# The Freysoldt–Neugebauer–Van de Walle correction and why the model width drops out

A defect of charge $q$ computed in a periodic supercell interacts with its own images and with the uniform background that keeps the cell neutral. The energy wanted is $E_{\rm iso}$, that of one defect in an infinite crystal; the energy computed is $E_{\rm per}$. Freysoldt, Neugebauer and Van de Walle (2009) connect the two through a model charge and one number read from the calculated potential. At each **Predict** below, commit to an answer before reading on.

## Conventions

Charges are in units of $e$ and electrostatics is in Gaussian form, so two charges in a medium interact as $q_1q_2/(\varepsilon r)$. With lengths in Å, multiplication by $e^2/4\pi\varepsilon_0 = 14.40$ eV Å gives eV. $V$ is the electrostatic potential, the energy of a unit *positive* charge. Fourier transforms are $n(\mathbf G)=\int n(\mathbf r)e^{-i\mathbf G\cdot\mathbf r}d^3r$. The supercell has volume $\Omega=L^3$, lattice vectors $\mathbf R$ and reciprocal vectors $\mathbf G$. For a charge density of total charge $q\neq0$, $\langle r^2\rangle=q^{-1}\int n\,r^2d^3r$. Both $E_{\rm per}$ and $E_{\rm iso}$ are counted from the defect-free crystal of the same size, and $E_{\rm iso}$ is the limit of $E_{\rm per}$ for $\Omega\to\infty$.

## Premises

- **P1, neutralisation.** The cell holds a rigid background $n_b=-q/\Omega$, and the $\mathbf G=0$ component of the electrostatic potential (electrons plus ions) is zero in the defect cell and in the bulk cell alike.
- **P2, localisation.** Let $V_{\rm iso}$ be the potential of the crystal with one defect minus that of the perfect crystal, smoothed over the atomic ripples of the host. Outside a core radius $R_c$ it equals $q/(\varepsilon r)$, and $2R_c$ is shorter than the shortest $\mathbf R$. Inside the core anything may happen, nonlinear response and large relaxation included. The origin is put at the centre of charge, which removes the dipole, and the smoothed $V_{\rm iso}$ is treated as spherical.
- **P3, host response.** The host responds to slowly varying fields linearly, with a local, isotropic constant $\varepsilon$.
- **P4, stationarity.** The energy is minimised over electrons and free atoms at fixed $q$, and the core is in the same state in the cell as in isolation.

The smoothing window must leave constant and quadratic functions unchanged. If $w_1$ averages over a primitive cell centred on the point and $w_2$ over that cell doubled in each direction, their second moments are in the ratio 1:4, so $(4w_1-w_2)/3$ has unit weight, zero second moments, and still removes lattice-periodic ripples.

## Step 1. How the defect couples to the outside

Define an effective source through Poisson's equation in the medium,
$$n_{\rm eff}(\mathbf r)=-\frac{\varepsilon}{4\pi}\nabla^2V_{\rm iso}(\mathbf r).$$
By P2 it vanishes outside $R_c$, and Gauss's theorem on a sphere outside the core gives $\int n_{\rm eff}=q$. It is not the bare defect charge. It need not have one sign, and $\langle r^2\rangle_{\rm eff}$ may be negative.

Add a weak, rigid, smooth charge $n_x$. By P4 and the Hellmann–Feynman theorem, the first-order change of energy is $n_x$ integrated against the unperturbed potential. The part of this due to the defect is
$$\int n_xV_{\rm iso}\,d^3r=\iint\frac{n_x(\mathbf r)\,n_{\rm eff}(\mathbf r')}{\varepsilon|\mathbf r-\mathbf r'|}\,d^3r\,d^3r' .$$
The defect therefore couples to any outside charge exactly as the rigid charge $n_{\rm eff}$ would in a uniform medium.

**Predict.** The periodic system holds the host, the array of defects and the background. List the energy terms present in the array and absent for the isolated defect. Which of them does P1 remove?

## Step 2. The size effect is a lattice energy

There are four terms per cell.

1. Background with the perfect host: $n_b\int_\Omega V_{\rm bulk}=0$ by P1.
2. Background with the defects: given by Step 1 with $n_x=n_b$.
3. Defect with images: outside its core an image produces the same field as a rigid $n_{\rm eff}$, so Step 1 applies again.
4. Background with itself through the host: by P3 it is that of a uniform medium.

The images and the background also polarise the core. The field at a site of a Bravais lattice of spherical charges vanishes by inversion symmetry, so the potential varies across the core only as $r^2/\Omega$, and by P4 the energy of the resulting distortion is of order $\Omega^{-2}$. It is dropped.

Terms 2 to 4 diverge separately, but together they are the energy of a neutral array of $n_{\rm eff}$ in a uniform medium less the self-energy of one copy. For any source $n$ define
$$E_{\rm lat}[n]=\frac{2\pi}{\varepsilon\Omega}\sum_{\mathbf G\ne0}\frac{|n(\mathbf G)|^2}{G^2}-\frac{2\pi}{\varepsilon}\int\frac{d^3G}{(2\pi)^3}\frac{|n(\mathbf G)|^2}{G^2}.$$
The first part is $\tfrac12\int_\Omega\rho V$ for the array, whose charge density has components $n(\mathbf G)/\Omega$ and none at $\mathbf G=0$, with kernel $4\pi/(\varepsilon G^2)$. The second part is the same expression for one copy. Thus
$$E_{\rm per}-E_{\rm iso}=E_{\rm lat}[n_{\rm eff}].$$
This is not yet usable, because a supercell calculation does not deliver $n_{\rm eff}$.

**Predict.** Two spherical sources share $q$, differ in shape, and do not overlap their images. Outside their cores their potentials coincide. Are their lattice energies equal?

## Step 3. Lattice energy of a compact spherical source

They are not equal, because the background reaches into the core. Let
$$f(\mathbf G)=\frac{2\pi}{\varepsilon}\,\frac{|n_1(\mathbf G)|^2-|n_2(\mathbf G)|^2}{G^2},\qquad \Phi(\mathbf r)=\int\frac{d^3G}{(2\pi)^3}f(\mathbf G)e^{i\mathbf G\cdot\mathbf r}.$$
From the definition,
$$E_{\rm lat}[n_1]-E_{\rm lat}[n_2]=\frac1\Omega\sum_{\mathbf G}f(\mathbf G)-\frac{f(0)}{\Omega}-\Phi(0),$$
where the $\mathbf G=0$ term has been added and subtracted. This is allowed because $f(0)$ is finite. For a spherical source the angular average of $e^{-i\mathbf G\cdot\mathbf r}$ is $\sin(Gr)/(Gr)=1-G^2r^2/6+\dots$, so
$$n(G)=q\left(1-\tfrac16G^2\langle r^2\rangle+\dots\right),\qquad |n(G)|^2=q^2\left(1-\tfrac13G^2\langle r^2\rangle+\dots\right),$$
$$f(0)=-\frac{2\pi q^2}{3\varepsilon}\left(\langle r^2\rangle_1-\langle r^2\rangle_2\right).$$
The Poisson summation formula gives $\Omega^{-1}\sum_{\mathbf G}f(\mathbf G)=\sum_{\mathbf R}\Phi(\mathbf R)$. The function $\Phi(\mathbf r)$ is half the interaction energy of two copies of $n_1$ displaced by $\mathbf r$, minus the same for $n_2$. By the shell theorem, non-overlapping spherical copies interact as $q^2/(\varepsilon r)$ whatever their shape, so $\Phi(\mathbf R)=0$ for every $\mathbf R\neq0$. The $\mathbf R=0$ term cancels $-\Phi(0)$, and
$$E_{\rm lat}[n_1]-E_{\rm lat}[n_2]=\frac{2\pi q^2}{3\varepsilon\Omega}\left(\langle r^2\rangle_1-\langle r^2\rangle_2\right).$$
No symmetry of the lattice was used. Shrinking $n_2$ to a point defines the Madelung energy $E_M=-\alpha q^2/(2\varepsilon L)$, with $\alpha$ fixed by the cell shape, and
$$E_{\rm lat}[n]=-\frac{\alpha q^2}{2\varepsilon L}+\frac{2\pi q^2\langle r^2\rangle}{3\varepsilon\Omega}.$$
These two terms have the form of the Makov–Payne (1995) expansion. The whole unknown is the single number $\langle r^2\rangle_{\rm eff}$.

## Step 4. Splitting the potential and finding the plateau

Choose any compact spherical model charge $n_m$ with total charge $q$, centred on the defect. Its screened potential $V_{\rm lr}$ has the transform $4\pi n_m(G)/(\varepsilon G^2)$. Split
$$V_{\rm iso}=V_{\rm lr}+V_{\rm sr}.$$
Both $V_{\rm iso}$ and $V_{\rm lr}$ equal $q/(\varepsilon r)$ at large $r$, so $V_{\rm sr}$ vanishes outside the larger of the two cores.

In the supercell, P3 lets the potentials of the copies superpose, and P1 removes the average. The calculated difference $V_{\rm def}-V_{\rm bulk}$ has components $4\pi n_{\rm eff}(G)/(\varepsilon G^2\Omega)$ for $\mathbf G\ne0$. The periodic model potential $V_{\rm model}$ is built in the same way from $n_m$, also with zero average.

**Predict.** Far from every defect all copies of $V_{\rm sr}$ vanish. Does $V_{\rm def}-V_{\rm bulk}-V_{\rm model}$ vanish there?

It does not, since the average of the short-range part has been subtracted everywhere:
$$V_{\rm def}-V_{\rm bulk}-V_{\rm model}=\frac1\Omega\sum_{\mathbf G\neq0}V_{\rm sr}(\mathbf G)e^{i\mathbf G\cdot\mathbf r}=\sum_{\mathbf R}V_{\rm sr}(\mathbf r-\mathbf R)-\frac{1}{\Omega}\int V_{\rm sr}\,d^3r .$$
Between the defects this is a constant, the plateau $\Delta V$. The integral is the limit $G\to0$ of $4\pi[n_{\rm eff}(G)-n_m(G)]/(\varepsilon G^2)$, and the expansion of Step 3 gives
$$\Delta V=-\frac1\Omega\int V_{\rm sr}\,d^3r=\frac{2\pi q}{3\varepsilon\Omega}\left(\langle r^2\rangle_{\rm eff}-\langle r^2\rangle_m\right).$$
In practice the three-term difference is averaged over planes or over a primitive cell. Any window of unit weight conserves $\int V_{\rm sr}$, so the plateau does not depend on it, provided that all three potentials pass through the same window.

**Predict.** The energy of a charge in its own potential carries a factor $\tfrac12$. Will the plateau enter as $q\Delta V$ or as $\tfrac12q\Delta V$?

## Step 5. The correction

Put $n_1=n_{\rm eff}$ and $n_2=n_m$ in Step 3 and compare with Step 4:
$$E_{\rm lat}[n_{\rm eff}]=E_{\rm lat}[n_m]+\frac{2\pi q^2}{3\varepsilon\Omega}\left(\langle r^2\rangle_{\rm eff}-\langle r^2\rangle_m\right)=E_{\rm lat}[n_m]+q\,\Delta V .$$
With Step 2,
$$\boxed{E_{\rm iso}=E_{\rm per}-E_{\rm lat}[n_m]-q\,\Delta V,\qquad \Delta V=\left(V_{\rm def}-V_{\rm bulk}-V_{\rm model}\right)_{\rm plateau}}$$
The factor is one. Algebraically, the $\tfrac12$ of the energy is cancelled by the doubling of $\tfrac16$ to $\tfrac13$ in $|n|^2$. Physically, defect and model differ only in term 2, where the difference is $n_b\int V_{\rm sr}=q\Delta V$, an interaction between two distinct bodies, which has no $\tfrac12$.

Because $V_{\rm iso}$ is measured from the perfect crystal, $\Delta V$ already holds the short-range change of potential that the defect would cause even if it were neutral. No second alignment is to be added. The formation energy is
$$E^f(q)=E_{\rm per}-E_{\rm lat}[n_m]-q\Delta V-\sum_iN_i\mu_i+q\,(\epsilon_{\rm VBM}+E_F),$$
with $N_i$ atoms of chemical potential $\mu_i$ added, $E_F$ counted from the valence-band maximum, and $\epsilon_{\rm VBM}$ the bulk-cell eigenvalue on the energy zero of P1. Electronic-structure codes print the potential energy of an electron, $v=-V$. In terms of its plateau $\Delta v$ the last term of the boxed result is $+q\Delta v$.

**Predict.** Widen the model so that $\langle r^2\rangle_m$ grows by $\Delta\langle r^2\rangle$. Give the sign and size of the change in $E_{\rm lat}[n_m]$ and in $q\Delta V$.

## Step 6. Model independence

From Steps 3 and 4,
$$\delta E_{\rm lat}=+\frac{2\pi q^2\,\Delta\langle r^2\rangle}{3\varepsilon\Omega},\qquad \delta(q\Delta V)=-\frac{2\pi q^2\,\Delta\langle r^2\rangle}{3\varepsilon\Omega}.$$
The shifts are opposite and independent of the sign of $q$, and the sum stays at $E_M+2\pi q^2\langle r^2\rangle_{\rm eff}/(3\varepsilon\Omega)$. Neither term has a meaning alone. A model with $\langle r^2\rangle_m=\langle r^2\rangle_{\rm eff}$ has $\Delta V=0$, so a small plateau proves nothing about convergence.

For the Gaussian $n_m(G)=q\,e^{-G^2\sigma^2/2}$ one has $\langle r^2\rangle=3\sigma^2$ and a self-energy $q^2/(2\sqrt\pi\varepsilon\sigma)$, and the shift relative to a point is $q^2A\sigma^2$ with $A=2\pi/(\varepsilon\Omega)$. Gaussian tails overlap, and two copies interact as $q^2\,{\rm erf}(R/2\sigma)/(\varepsilon R)$. Keeping $\Phi(\mathbf R)$ in Step 3 gives
$$E_{\rm lat}=E_M+q^2A\sigma^2-\frac{q^2}{2\varepsilon}\sum_{\mathbf R\neq0}\frac{{\rm erfc}(R/2\sigma)}{R},$$
which is Ewald's method read backwards and the practical route to $\alpha$.

**Predict.** The freedom covers the shape of the model. Does it cover the dielectric constant?

It does not. With $\varepsilon_m\neq\varepsilon$ the three-term difference retains components $4\pi q(1/\varepsilon-1/\varepsilon_m)/(\Omega G^2)$. Between the defects its Laplacian is $4\pi q(1/\varepsilon-1/\varepsilon_m)/\Omega$, the signature of an uncancelled background, and the planar average is a parabola with no plateau. The constant must match the calculation: the static value when the atoms are relaxed in the charged state, and the high-frequency value when the charge is added with all atoms frozen at positions that carry no long-range polarisation.

## Step 7. What the local dielectric constant leaves out

Model independence shows that the scheme is consistent. It does not test P3. A real host screens less well at short wavelength, and at small $G$
$$\frac1{\varepsilon(G)}=\frac1\varepsilon+\beta G^2+\dots$$
Consider a uniform host with this response and a rigid bare charge $n_d$. The potential is $4\pi n_d(G)/[\varepsilon(G)G^2]$, so $n_{\rm eff}(G)=n_d(G)\,\varepsilon/\varepsilon(G)$, and matching the $G^2$ terms gives
$$\langle r^2\rangle_{\rm eff}=\langle r^2\rangle_d-6\varepsilon\beta .$$
The scheme therefore predicts $E_{\rm per}-E_{\rm iso}=E_{\rm lat}[n_d]-4\pi\beta q^2/\Omega$.

**Predict.** Evaluate the exact size effect in this host with the argument of Step 3.

The energy kernel gains the short-range part $g(G)=2\pi|n_d|^2[1/\varepsilon(G)-1/\varepsilon]/G^2$ with $g(0)=2\pi\beta q^2$. Poisson summation again leaves $-g(0)/\Omega$, so the exact result is $E_{\rm lat}[n_d]-2\pi\beta q^2/\Omega$. Hence
$$E_{\rm per}-E_{\rm iso}=E_{\rm lat}[n_m]+q\Delta V+\frac{2\pi\beta q^2}{\Omega}.$$
The extra piece is term 4. At long wavelength the kernel gains $4\pi\beta\,\delta(\mathbf r)$, and the background's self-energy gains $\tfrac12\,4\pi\beta\,n_b^2\,\Omega=2\pi\beta q^2/\Omega$. It is a property of the host, the same for all defects of equal $|q|$. It scales as $1/\Omega$ like $q\Delta V$, and neither the flatness of the plateau nor a change of model width reveals it. For $\beta>0$ the boxed formula overcorrects by this amount.

## Range of validity

- **Localised charge.** If part of $q$ spreads over the cell, as for effective-mass states or levels resonant with a band, P2 fails and the potential outside the core no longer has the curvature of the full $q$.
- **Room for a plateau.** Both the defect core and the model must be small against half the shortest $\mathbf R$.
- **Non-spherical cores.** A planar average along $z$ samples only $\mathbf G\parallel z$ and yields $\Delta V_z=2\pi q(\langle z^2\rangle_{\rm eff}-\langle z^2\rangle_m)/(\varepsilon\Omega)$. In a cubic supercell the energy needs the mean of three orthogonal plateaus. In other cells the traceless quadrupole also couples to the field gradient of the images at order $1/\Omega$.
- **Anisotropic screening.** With principal values $\varepsilon_i$ and geometric mean $\bar\varepsilon$, the rescaling $x_i\to x_i\sqrt{\bar\varepsilon/\varepsilon_i}$ conserves volume and turns the potential into $q/(\bar\varepsilon r)$. The derivation then holds for the rescaled lattice and for models spherical in the rescaled frame.
- **Dispersion of the response.** The term $2\pi\beta q^2/\Omega$ is omitted.
- **Other size effects.** Elastic interactions, defect-band dispersion, finite-concentration band filling and dipoles of neutral centres lie outside the scheme.

## Illustration: Mg$_{\rm Ga}^-$ and H$_i^+$ in GaN

The ionised acceptor Mg$_{\rm Ga}^-$ and the interstitial H$_i^+$ are closed-shell centres that combine into the neutral Mg–H complex. Neither has a carrier in an extended state, which suits P2. The neutral acceptor Mg$_{\rm Ga}^0$ takes no charge correction, but its hole can be extended and needs its own size test.

**Inputs.** Typical wurtzite lattice constants are $a=3.189$ Å and $c=5.185$ Å. For relaxed defects use $\varepsilon=10.4$, the compiled static value along $c$ at 300 K (Ioffe Institute), treated as isotropic. The 96-atom orthorhombic cell $3a\times2\sqrt3a\times2c$ measures $9.567\times11.047\times10.370$ Å$^3$, so $\Omega=1096$ Å$^3$ and $L=10.31$ Å. The Ewald formula of Step 6 gives $\alpha=2.822$, hence $E_M=-189.5$ meV for $|q|=1$, and $A=7.938$ meV Å$^{-2}$.

A solvable host stands in for the electronic-structure calculation:
$$\frac1{\varepsilon(G)}=\frac1\varepsilon+\left(1-\frac1\varepsilon\right)\frac{\lambda^2G^2}{1+\lambda^2G^2},$$
with an assumed screening length $\lambda=0.5$ Å. Then $\beta=(1-1/\varepsilon)\lambda^2=0.226$ Å$^2$ and $\varepsilon\beta=2.35$ Å$^2$. The bare charges are Gaussians of assumed width $\sigma_d=1.0$ Å for Mg$_{\rm Ga}^-$ and $0.5$ Å for H$_i^+$. For the acceptor $\langle r^2\rangle_{\rm eff}=3\sigma_d^2-6\varepsilon\beta=-11.1$ Å$^2$, and in general
$$q\Delta V=q^2A\left(\sigma_d^2-2\varepsilon\beta-\sigma^2\right).$$

**Predict.** For $q=-1$, is the electrostatic plateau positive or negative, and does it grow with $\sigma$?

| $\sigma$ (Å) | $E_{\rm lat}$ (meV) | $\Delta V$ (mV) | $q\Delta V$ (meV) | sum (meV) |
|---|---|---|---|---|
| 0 | −189.5 | 29.4 | −29.4 | −218.9 |
| 0.5 | −187.5 | 31.4 | −31.4 | −218.9 |
| 1.0 | −181.6 | 37.3 | −37.3 | −218.9 |
| 1.5 | −171.6 | 47.2 | −47.2 | −218.9 |

The sums are formed before rounding, and the tenths of a meV serve only to display the cancellation. Each term moves by 17.9 meV across the table and the sum does not move. A direct Fourier sum of the planar-averaged difference on the midplane of the longest axis gives 37.2 mV for $\sigma=1.0$ Å, the small shortfall being the exponential tail of $V_{\rm sr}$. For H$_i^+$ with a point model, $q\Delta V=-35.3$ meV and the sum is −224.8 meV.

**Neglected terms.** The omitted background term is $2\pi\beta/\Omega=A\varepsilon\beta=18.7$ meV. The exact size effects of the model are thus −200.2 meV for the acceptor and −206.2 meV for hydrogen, as direct lattice sums with the full $\varepsilon(G)$ confirm. The omitted term rivals the alignment term here, because nearly all of this model's plateau comes from $\beta$. Contributions to the plateau from changed atoms and bonds, which the model lacks, enter with the full factor of Step 5. With a typical in-plane static constant of 9.5, $\bar\varepsilon=9.79$, which deepens $E_M$ by about 12 meV if $\alpha$ is held fixed. The neutral complex has a dipole. Near a site of a cubic array the images and background of a unit charge give the potential $2E_M^{(1)}+2\pi r^2/(3\varepsilon\Omega)$ up to fourth order in $r$, with $E_M^{(1)}$ the Madelung energy for $|q|=1$. For charges $\pm1$ a distance $d$ apart the two Madelung energies cancel against the constant, leaving $-Ad^2/3$, about −11 meV for an assumed $d=2$ Å.

**Predict.** Does correcting the separate ions raise or lower the binding energy $E(\mathrm{Mg_{Ga}^-})+E(\mathrm{H}_i^+)-E(\text{Mg–H})$?

The Fermi-level terms cancel, but the corrections depend on $q^2$ and add. Both ions are overbound in their cells, so the scheme raises the binding energy by 0.44 eV, against 0.41 eV for the exact model sums, and the dipole term takes back about 0.01 eV. The acceptor level $(0/-)$, equal to $E(-)-E(0)-\epsilon_{\rm VBM}$, rises by 0.22 eV. These are the model's numbers. Their Madelung part, 0.19 eV per ion, rests on the cell and on $\varepsilon$ alone, while the remaining few hundredths of an eV rest on the assumed $\lambda$ and $\sigma_d$, so two decimals in eV are the most that they support. Using the compiled high-frequency constant 5.3 (Chen 2018) for relaxed ions would be a far larger mistake, since it gives $E_M=-372$ meV. Doubling the cell in each direction, to 768 atoms, brings $|E_M|$ to 94.8 meV, the acceptor's point-model alignment term to 3.7 meV in size and the omitted term to 2.3 meV.